Counterpoise interaction energies of SiH₃Cl with each partner at the most strongly bound minimum computed (Ansatz 0.2.0, gas phase, frozen-core CCSD(T), PBE0-D4/def2-TZVP structures). The CCSD(T) interaction energies are focal-point estimates of the basis limit, not direct extrapolations of CCSD(T): HF and MP2 correlation are extrapolated from def2-TZVPPD and def2-QZVPPD, and CCSD(T) less MP2 comes from def2-TZVPPD alone. The deformation energies are as a rule made the same way. Negative interaction energies bind; the correlation part is CCSD(T) less HF.

| partner | pair (SMILES) | CCSD(T) (kcal/mol) | HF (kcal/mol) | correlation part (kcal/mol) | deformation, CCSD(T) (kcal/mol) |
| --- | --- | --- | --- | --- | --- |
| HO- | [OH-].[SiH3]Cl | -133.41 | -142.54 | 9.13 | 66.82 |
| F- | [F-].[SiH3]Cl | -108.92 | -114.49 | 5.57 | 40.81 |
| Cl- | [Cl-].[SiH3]Cl | -52.23 | -45.76 | -6.46 | 25.12 |
| FH | F.[SiH3]Cl | -3.41 | -1.25 | -2.16 | 0.15 |
| H2O | O.[SiH3]Cl | -2.93 | -0.53 | -2.40 | 0.14 |

An anion binds SiH₃Cl by 50 to 130 kcal/mol, a neutral molecule by only about 3. The computed structures show why these are two classes: each anion has made a fifth bond to silicon, whereas FH and water merely touch the molecule. Silicon carries a positive charge and offers empty antibonding orbitals (chiefly the Si–Cl one when the ion sits opposite the chlorine), so a negative ion is attracted and can also donate a lone pair. A proton on F⁻ cancels the ion's charge and ties up one of its lone pairs. The resulting FH binds by 3.4 kcal/mol instead of 109, and its main contact is now a hydrogen bond to chlorine, with fluorine left about 3.5 Å from silicon.

Among the anions, F⁻ and Cl⁻ make the cleanest comparison, because both sit opposite the chlorine of SiH₃Cl. The new bond is 1.69 Å long for F⁻ and 2.32 Å for Cl⁻. If the ion were simply attracted to a fixed charge on silicon, the energy would scale with the inverse distance, and the F⁻ value would predict −79 kcal/mol for Cl⁻. The computed value is −52, so the bond weakens faster than this picture allows. Theory supplies likely reasons. SiH₃Cl is neutral as a whole, so the further off the ion stands, the more fully the negative atoms offset the pull of silicon. Polarisation and orbital donation also fade faster than the inverse distance, and the larger chloride ion meets repulsion at a greater distance. Nor is the SiH₃Cl the same in both pairs: fluoride distorts it more, as the deformation column shows, which should make it a better acceptor.

The lead of HO⁻ over F⁻ has a different origin. The column headed CCSD(T) is an interaction energy, a focal-point estimate counted from fragments that already have the shape they take in the pair. Bringing them to that shape costs the energy in the deformation column. For HO⁻ the energy counted from relaxed fragments is therefore −133.4 + 66.8 = −66.6 kcal/mol, and the same sum for F⁻ is −68.1.

The large lead of HO⁻ thus disappears once the strain is paid for. Its pair has another shape, with OH beside the chlorine and a hydrogen opposite it, and this shape distorts SiH₃Cl more. The Si–Cl bond is stretched about equally in the two pairs, so the extra strain lies mainly in bending. A distorted molecule should be a better acceptor, since stretching and bending its bonds can lower its empty orbital, so a high deformation cost and a strong interaction tend to go together. HO⁻ is also the stronger base, and without a pair that has OH opposite the chlorine the two effects cannot be separated here. The remaining difference of 1.5 kcal/mol is too small to rank the two ions on focal-point estimates, whose step from MP2 to CCSD(T) is taken in a triple-zeta basis only, the more so as the hydroxide run carries a warning of large singles amplitudes, which the diagnostics trace to the free ion; free fluoride is not far behind. Fluoride's advantage over chloride is sturdier: 41 of the 57 kcal/mol between them survive the same correction.

Strain may also explain an oddity in the correlation part, which is CCSD(T) less Hartree–Fock (HF). Correlation usually strengthens binding, yet here HF overbinds HO⁻ by 9.1 and F⁻ by 5.6 kcal/mol. The likely reason lies in the reference: stretching and bending the bonds narrows the gap between filled and empty orbitals, so the distorted SiH₃Cl has extra correlation energy before the partner arrives. Much of this extra should be lost when the partner's electrons enter the empty orbital, and such a loss is booked against the bond.

The size of this extra, though not how much of it is lost, can be estimated from the same focal-point energies. Subtracting the partner's correlation energy and the correlation part from the correlation energy of the pair leaves that of SiH₃Cl in its distorted shape, plus whatever the partner's basis functions, kept in place for the counterpoise correction, still add near the basis limit. The two neutral pairs, where the molecule is almost unstrained, agree closely and together set the zero. On this count strain gives SiH₃Cl 8.2 kcal/mol of extra correlation energy for HO⁻ and 4.5 for F⁻, enough to cover most of the positive correlation part if all of it is lost on binding. The output below divides the correlation part on that assumption, which is not tested here; losses within the anions themselves, discussed next, could be as large.

Strain does not explain why correlation strengthens the Cl⁻ bond. It covers only 2 of the 12 kcal/mol by which the correlation parts of F⁻ and Cl⁻ differ. A compact anion has its electrons crowded together and loses correlation energy when a lone pair is drawn into a bond: F⁻ loses 6.4 kcal/mol merely by taking up a proton to become FH. HO⁻ loses even more, 9.8 kcal/mol, on becoming water, so compactness alone does not set the loss. The chloride ion, whose outer electrons occupy a larger shell, should still lose less and, being more polarisable, gain more dispersion attraction, but this last step is an argument from theory that these calculations do not test.

The neutral pairs obey different rules, because their contacts differ. FH points its hydrogen at the chlorine and forms a hydrogen bond, while water turns its oxygen towards silicon, with only a long, bent hydrogen contact to chlorine besides. That FH binds slightly better is therefore no sign that fluorine is the better donor to silicon. FH has the larger HF part, as expected of a hydrogen bond with its electrostatic attraction, yet correlation still supplies 63% of its binding, and 82% of that of water. HF still finds both pairs bound, but it misses most of the binding, dispersion included: an error of 2 kcal/mol, only a few percent of an anion's binding, is more than half of the whole here.

The analysis program printed:

```
Binding from strained and from relaxed fragments (kcal/mol):
  row  interaction  deformation     sum
  HO-       -133.4        66.82  -66.59
   F-       -108.9        40.81  -68.11
  Cl-       -52.23        25.12  -27.11
   FH        -3.41         0.15   -3.26
  H2O        -2.93         0.14   -2.79
HO- less F-, interaction energy (kcal/mol): -24.49
HO- less F-, deformation (kcal/mol): 26.01
HO- less F-, after deformation (kcal/mol): 1.52
F- less Cl-, interaction energy (kcal/mol): -56.69
F- less Cl-, after deformation (kcal/mol): -41
Correlation part split by the strain of SiH3Cl (kcal/mol):
  row  correlation part  due to strain  remainder
  HO-              9.13          8.187     0.9429
   F-              5.57          4.479      1.091
  Cl-             -6.46          2.494     -8.954
   FH             -2.16       0.006397     -2.166
  H2O              -2.4      -0.006397     -2.394
HO- less F-, correlation part (kcal/mol): 3.56
HO- less F-, due to strain (kcal/mol): 3.708
F- less Cl-, correlation part (kcal/mol): 12.03
F- less Cl-, due to strain (kcal/mol): 1.985
Correlation lost when F- becomes FH (kcal/mol): 6.417
Correlation lost when HO- becomes H2O (kcal/mol): 9.763
Fixed charge on Si scaled from F-, predicted Cl- interaction (kcal/mol): -79.21
The same prediction less the computed value (kcal/mol): -26.98
Correlation share of the FH binding (percent): 63.34
Correlation share of the H2O binding (percent): 81.91
FH less H2O, HF part (kcal/mol): -0.72
FH less H2O, correlation part (kcal/mol): 0.24
```
